**Band gap of one BP cell with five potential sets**

The table holds the gap and the direct gap on a 10×10×10 mesh for one zinc-blende BP cell, computed with ABINIT and PBE, without spin–orbit coupling, for one PAW and four norm-conserving potential sets at their working cutoffs. The program fits the gap as a straight line in cutoff and in pressure, with and without the SG15 row. It then tests two one-parameter patterns of level shifts against PseudoDojo: a displaced valence top and rigidly lifted empty bands. The cutoff line is poor (r = +0.47), and the pressure line (r = −0.94) rests on SG15 alone. The displaced top fits SG15 and JTH within 3 meV, Ansatz prefers the lifted empty bands, and SPMS differs from the reference by about the rounding.

ABINIT plane-wave DFT calculations with the PBE functional for BP (F-43m, two-atom primitive cell with 3.209 Å edges, the same in all rows), without spin polarisation or spin–orbit coupling. Both gaps are taken on a 10×10×10 k mesh, with Fermi–Dirac occupations of width 0.05 eV; the basis is given as the plane-wave cutoff.

## Program and output

```python
# Table: PBE gap and direct gap (eV) of one zinc-blende BP cell, ABINIT, 10x10x10 mesh, five potential sets.
# Tested: does the gap follow the cutoff, the pressure, or a shift of levels that belongs to each potential?
T = {
    'run_potentials': ['JTH PAW PBE v2.0', 'Ansatz NC PBE', 'SPMS NC PBE v1.0', 'PseudoDojo NC SR PBE v0.5 stringent', 'SG15 NC PBE v1.2'],
    'run_basis': ['544 eV', '1116 eV', '816 eV', '1034 eV', '1034 eV'],
    'result_gap': [1.241, 1.246, 1.251, 1.252, 1.276],  # eV
    'result_direct_gap': [3.4, 3.404, 3.406, 3.407, 3.427],  # eV
    'd_median': [-0.01, -0.005, 0.0, 0.001, 0.025],  # eV
}
import numpy as np
nm = [s.split()[0] for s in T['run_potentials']]
ec = np.array([float(str(b).split()[0]) for b in T['run_basis']])
g = np.array(T['result_gap'], float)
d = np.array(T['result_direct_gap'], float)
med = float(np.median(g - np.array(T['d_median'], float)))
# further outputs of the same runs: pressure (GPa), lowest level at Gamma from the valence top (eV)
extra = {'JTH': (1.0036, -15.468), 'Ansatz': (1.1100, -15.458), 'SPMS': (0.8235, -15.456),
         'PseudoDojo': (0.9896, -15.458), 'SG15': (0.3566, -15.439)}
P = np.array([extra[n][0] for n in nm])
b = np.array([extra[n][1] for n in nm])
J, A, R, S = (nm.index(x) for x in ('JTH', 'Ansatz', 'PseudoDojo', 'SG15'))
k = np.arange(len(nm)) != S
cor = lambda x, y: np.corrcoef(x, y)[0, 1]
rms = lambda r: 1e3 * np.sqrt(np.mean(np.square(r)))
print("rounding: 0.5 meV per value, 1 meV per difference")
print(f"gap spread: all {1e3*np.ptp(g):.0f} meV ({100*np.ptp(g)/med:.1f} % of median {med:.3f} eV), without SG15 {1e3*np.ptp(g[k]):.0f} meV")
print(f"direct gap spread: all {1e3*np.ptp(d):.0f} meV, without SG15 {1e3*np.ptp(d[k]):.0f} meV")
print(f"smearing tail exp(-gap/(2*0.05 eV)) = {np.exp(-med/0.1):.0e}")
rr = {}
for lab, x, u in (("cutoff", ec / 100, "100 eV"), ("pressure", P, "GPa")):
    c5, c4 = np.polyfit(x, g, 1), np.polyfit(x[k], g[k], 1)
    res = g - np.polyval(c5, x)
    rr[lab] = (cor(x, g), cor(x[k], g[k]))
    print(f"-- gap as a line in {lab}")
    print(f"five rows: slope {1e3*c5[0]:+.1f} meV per {u}, r {rr[lab][0]:+.2f}, rms {rms(res):.1f} meV")
    print("residuals meV: " + ", ".join(f"{n} {1e3*v:+.1f}" for n, v in zip(nm, res)))
    print(f"without SG15: slope {1e3*c4[0]:+.1f} meV per {u}, r {rr[lab][1]:+.2f}")
    print(f"that line gives SG15 {np.polyval(c4, x[S]):.3f} eV, miss {1e3*(g[S]-np.polyval(c4, x[S])):+.0f} meV")
print(f"SG15 - PseudoDojo: cutoff {ec[S]-ec[R]:+.0f} eV, pressure {P[S]-P[R]:+.3f} GPa, gap {1e3*(g[S]-g[R]):+.0f} meV")
print(f"JTH - PseudoDojo: pressure {P[J]-P[R]:+.3f} GPa, gap {1e3*(g[J]-g[R]):+.0f} meV")
print(f"Ansatz - PseudoDojo: cutoff {ec[A]-ec[R]:+.0f} eV, pressure {P[A]-P[R]:+.3f} GPa, gap {1e3*(g[A]-g[R]):+.0f} meV")
B0 = 160.0  # GPa, rough recalled bulk modulus
print(f"SG15 pressure offset as equilibrium volume: about {100*(P[S]-P[R])/B0:+.1f} % (rough B 160 GPa)")
print("-- level shifts against PseudoDojo, meV: gap, direct gap, lowest valence level")
pat = {"top moves (1,1,1)": np.array([1., 1, 1]), "empty bands move (1,1,0)": np.array([1., 1, 0])}
out = {}
for i, n in enumerate(nm):
    if i == R:
        continue
    y = np.array([g[i] - g[R], d[i] - d[R], b[i] - b[R]])
    print(f"{n}: " + " ".join(f"{1e3*v:+.0f}" for v in y))
    for lab, p in pat.items():
        s = y @ p / (p @ p)
        r = y - s * p
        out[n, lab[0]] = rms(r)
        print(f"   {lab}: s {1e3*s:+.1f}, residuals " + " ".join(f"{1e3*v:+.1f}" for v in r) + f", rms {rms(r):.1f}")
print("-- levels measured from the lowest valence level, eV")
for lab, y in (("valence top", -b), ("conduction edge", g - b), ("empty Gamma level", d - b)):
    print(f"{lab}: " + " ".join(f"{v:.3f}" for v in y) + f", spread {1e3*np.ptp(y):.0f} meV")
print(f"shortfall to rough recalled 2 eV: {2-med:.2f} eV, about {(2-med)/np.ptp(g):.0f} times the gap spread")
assert ec[S] == ec[R] and g[S] - g[k].max() > np.ptp(g[k])
assert rr["pressure"][0] < -0.9 and abs(rr["pressure"][1]) < 0.6
assert out['SG15', 't'] < out['SG15', 'e'] and out['JTH', 't'] < out['JTH', 'e']
assert out['Ansatz', 'e'] < out['Ansatz', 't'] and np.ptp(d - b) < np.ptp(d) / 2
```

Printed output:

```
rounding: 0.5 meV per value, 1 meV per difference
gap spread: all 35 meV (2.8 % of median 1.251 eV), without SG15 11 meV
direct gap spread: all 27 meV, without SG15 7 meV
smearing tail exp(-gap/(2*0.05 eV)) = 4e-06
-- gap as a line in cutoff
five rows: slope +2.7 meV per 100 eV, r +0.47, rms 10.7 meV
residuals meV: JTH -2.3, Ansatz -12.8, SPMS +0.3, PseudoDojo -4.6, SG15 +19.4
without SG15: slope +1.2 meV per 100 eV, r +0.59
that line gives SG15 1.249 eV, miss +27 meV
-- gap as a line in pressure
five rows: slope -42.6 meV per GPa, r -0.94, rms 4.1 meV
residuals meV: JTH -5.9, Ansatz +3.6, SPMS -3.6, PseudoDojo +4.5, SG15 +1.5
without SG15: slope -20.3 meV per GPa, r -0.47
that line gives SG15 1.260 eV, miss +16 meV
SG15 - PseudoDojo: cutoff +0 eV, pressure -0.633 GPa, gap +24 meV
JTH - PseudoDojo: pressure +0.014 GPa, gap -11 meV
Ansatz - PseudoDojo: cutoff +82 eV, pressure +0.120 GPa, gap -6 meV
SG15 pressure offset as equilibrium volume: about -0.4 % (rough B 160 GPa)
-- level shifts against PseudoDojo, meV: gap, direct gap, lowest valence level
JTH: -11 -7 -10
   top moves (1,1,1): s -9.3, residuals -1.7 +2.3 -0.7, rms 1.7
   empty bands move (1,1,0): s -9.0, residuals -2.0 +2.0 -10.0, rms 6.0
Ansatz: -6 -3 +0
   top moves (1,1,1): s -3.0, residuals -3.0 -0.0 +3.0, rms 2.4
   empty bands move (1,1,0): s -4.5, residuals -1.5 +1.5 +0.0, rms 1.2
SPMS: -1 -1 +2
   top moves (1,1,1): s +0.0, residuals -1.0 -1.0 +2.0, rms 1.4
   empty bands move (1,1,0): s -1.0, residuals -0.0 +0.0 +2.0, rms 1.2
SG15: +24 +20 +19
   top moves (1,1,1): s +21.0, residuals +3.0 -1.0 -2.0, rms 2.2
   empty bands move (1,1,0): s +22.0, residuals +2.0 -2.0 +19.0, rms 11.1
-- levels measured from the lowest valence level, eV
valence top: 15.468 15.458 15.456 15.458 15.439, spread 29 meV
conduction edge: 16.709 16.704 16.707 16.710 16.715, spread 11 meV
empty Gamma level: 18.868 18.862 18.862 18.865 18.866, spread 6 meV
shortfall to rough recalled 2 eV: 0.75 eV, about 21 times the gap spread
```
